Q: This is a fluoride of potassium, sodium and calcium, so I think of it as a salt. In a salt, every ion has closed shells and the electrons fill their levels up to a gap. Does the computed density of states look like that?

Density of states of KNa2CaF6 (Fm-3m, unrelaxed 10-atom cell), computed with Ansatz 0.2.0 using PBE, scalar-relativistic PAW and plane waves to 420 eV, a 7x7x7 k-mesh, no spin polarization and Fermi-Dirac filling of width 0.1 eV. Values are tetrahedron-method means over 0.5 eV bins; projections on atomic orbitals are summed over the atoms of each element.

```
bin centre from the Fermi level (eV)  total (states/eV/cell)  on F p (states/eV/cell)  on K p (states/eV/cell)  on Na s (states/eV/cell)  on Ca p (states/eV/cell)
                               -9.28                    0.00                     0.00                     0.00                      0.00                      0.00
                               -8.78                    6.60                     0.40                     6.10                      0.01                      0.02
                               -8.28                    5.40                     0.24                     5.00                      0.01                      0.06
                               -7.78                    0.00                     0.00                     0.00                      0.00                      0.00
                               -7.28                    0.00                     0.00                     0.00                      0.00                      0.00
                               -6.78                    0.00                     0.00                     0.00                      0.00                      0.00
                               -6.28                    0.00                     0.00                     0.00                      0.00                      0.00
                               -5.78                    0.00                     0.00                     0.00                      0.00                      0.00
                               -5.28                    0.00                     0.00                     0.00                      0.00                      0.00
                               -4.78                    0.00                     0.00                     0.00                      0.00                      0.00
                               -4.28                    0.00                     0.00                     0.00                      0.00                      0.00
                               -3.77                    0.00                     0.00                     0.00                      0.00                      0.00
                               -3.27                    0.00                     0.00                     0.00                      0.00                      0.00
                               -2.77                    0.00                     0.00                     0.00                      0.00                      0.00
                               -2.27                   11.52                    10.94                     0.03                      0.28                      0.00
                               -1.77                   11.65                    10.88                     0.18                      0.09                      0.04
                               -1.27                   21.70                    21.00                     0.16                      0.13                      0.12
                               -0.78                   14.68                    14.40                     0.03                      0.01                      0.12
                               -0.28                   11.95                    11.00                     0.29                      0.01                      0.55
                                0.23                    0.49                     0.44                     0.02                      0.00                      0.03
                                0.72                    0.00                     0.00                     0.00                      0.00                      0.00
                                1.23                    0.00                     0.00                     0.00                      0.00                      0.00
                                1.73                    0.00                     0.00                     0.00                      0.00                      0.00
                                2.23                    0.00                     0.00                     0.00                      0.00                      0.00
                                2.73                    0.00                     0.00                     0.00                      0.00                      0.00
                                3.23                    0.00                     0.00                     0.00                      0.00                      0.00
                                3.73                    0.00                     0.00                     0.00                      0.00                      0.00
                                4.22                    0.00                     0.00                     0.00                      0.00                      0.00
                                4.72                    0.00                     0.00                     0.00                      0.00                      0.00
                                5.22                    0.05                     0.00                     0.00                      0.03                      0.00
                                5.72                    0.38                     0.01                     0.00                      0.22                      0.00
                                6.22                    0.67                     0.04                     0.00                      0.39                      0.00
                                6.72                    1.05                     0.08                     0.00                      0.66                      0.00
                                7.22                    1.56                     0.13                     0.01                      1.10                      0.00
                                7.72                    2.05                     0.16                     0.01                      1.63                      0.00
```

A: Test it by counting. Each row gives the number of electron states per eV in one cell, averaged over a bin 0.5 eV wide, so the total times 0.5 eV is a number of states. The columns headed "on" give the part that sits on one kind of orbital. The two rows near −8.5 eV are almost entirely potassium p:

(6.60 + 5.40) × 0.5 = 6.00 states

That is one closed p shell on one potassium ion. The rows from −2.27 to 0.23 eV are mostly fluorine p and add up to 36.0 states, which is six fluorines times three p orbitals times two spins. The ionic picture therefore gets the number of places right in both blocks.

Q: Then where does it fail?

A: It fails in the number of electrons. The cell has 79 valence electrons, inner shells included. Calcium and potassium each keep 8 of them, the two sodiums 16 together, and the fluorine 2s shells 12:

79 − (8 + 8 + 16 + 12) = 35 electrons for 36 places

The fluorine p block is short of one electron, which is called a hole. Filled strictly from the bottom, the levels are therefore occupied up to a point inside this block. That point is the Fermi level, and it does not lie in a gap.

Q: Is there a quick way to see that from the formula?

A: Compare what the metals give with what fluorine takes. Calcium gives two electrons, potassium one and the two sodiums one each, five in all, while six fluorines want six:

holes per cell = number of F − sum of the metal charges = 6 − 5 = 1

Sodium fluoride is the simplest comparison: one sodium gives one electron, one fluorine takes it, and the result is zero holes and a filled band. The comparison holds for the count only. It does not tell you how wide the band is or where a hole would settle.

Q: But the only row of the fluorine block above the Fermi level is the one at 0.23 eV, and it holds hardly any states. Where is the hole?

A: That row holds 0.49 × 0.5 ≈ 0.245 states, about a quarter of what the hole needs. Even these lie just below the Fermi level: the bin starts at −0.025 eV, and the highest level of the block found on the mesh is at −0.005 eV. In this run the hole appears instead through the smearing, a numerical aid that fills levels as if the electrons were at roughly 1200 K. A level at the Fermi energy is then half filled, and one 0.1 eV lower about three quarters filled. The hole is the sum of many such partial vacancies near the top of the block.

Q: And if the levels were filled sharply?

A: Then the Fermi level would have to move down until exactly one state lay above it. The row at 0.23 eV supplies 0.245 of that state, and the row below must supply the remaining 0.755. With that row's density of 11.95 states per eV, taken as even across the bin, the new level follows:

−0.025 eV − 0.755/11.95 eV ≈ −0.09 eV

The shift is about as large as the smearing width and smaller than a bin, so the table cannot test it. It does show that the density of states exactly at the Fermi level depends on how the levels are filled, and should not be used as a material property.

Q: The row at −1.27 eV also stands out. Is that another electron-counting effect?

A: No, that row breaks the smooth shape of the block and leaves the count alone. If the density ran evenly between its two neighbours, it would be their mean, (11.65 + 14.68)/2 ≈ 13.2 states per eV. The computed value is 21.70, and the excess amounts to about 4.3 of the 36 states.

The geometry suggests a cause. Each fluorine sits on a straight line between a calcium and a potassium. One of its p orbitals points along that line and overlaps with both metals. The other two point sideways, where the nearest metal is sodium at a much larger distance, so they should mix less with the metals. They still overlap with neighbouring fluorines, which are closer than the sodium, and this spreads their levels. Where these overlaps largely cancel, many levels can pile up in a narrow range.

Q: Do the numbers support that?

A: Only in part. Fluorine p makes up 97% and 98% of the total in the rows at −1.27 and −0.78 eV, against 92 to 95% in the other three rows of the block below zero. The middle of the block is thus the part least mixed with the metals. The purest row is not the tallest, however, so purity alone does not set the height. These columns cannot single out the overlap between fluorines. A separation into orbitals along and across the line would test the idea further.

Q: Why should the metals show up at the edges?

A: When two orbitals mix, the lower level moves down and the upper one moves up. The empty sodium s orbitals lie above the fluorine block, so fluorine states that mix with them are pushed down. The sodium s share is indeed largest at the bottom, at 2.4%, although so diffuse an orbital may also pick up the tails of its fluorine neighbours. The empty s orbitals of calcium and potassium should act in the same way, but the table has no columns for them. The filled calcium p shell lies far below and pushes its partners up, and its share grows from zero at the bottom to 4.6% in the row at −0.28 eV. Potassium p is also strongest near the top, but its share runs unevenly through the block.

The size of these effects belongs to this particular cell. It was not relaxed, it is under about 21 GPa of pressure, and its calcium–fluorine contacts are very short. Longer contacts would weaken the mixing with calcium and probably narrow the block.

Q: So if I made this compound, would it conduct?

A: Nothing here shows that the compound can be made. The calculation calls it a metal, but that is its least secure result. The symmetry of the cell makes all six fluorines share the hole equally, and the two spins were forced to be equal although the number of electrons is odd. The PBE functional also favours holes that are spread too widely. In real fluorides a hole can settle on a pair of fluorines that move together, and it then no longer carries current like an electron in a metal. The count fixes that one electron is lacking; whether its absence is shared by the whole crystal or trapped on two atoms remains open until the spins and the atomic positions are set free, without the symmetry that keeps the fluorines alike and with a method that does not favour the spread-out hole.
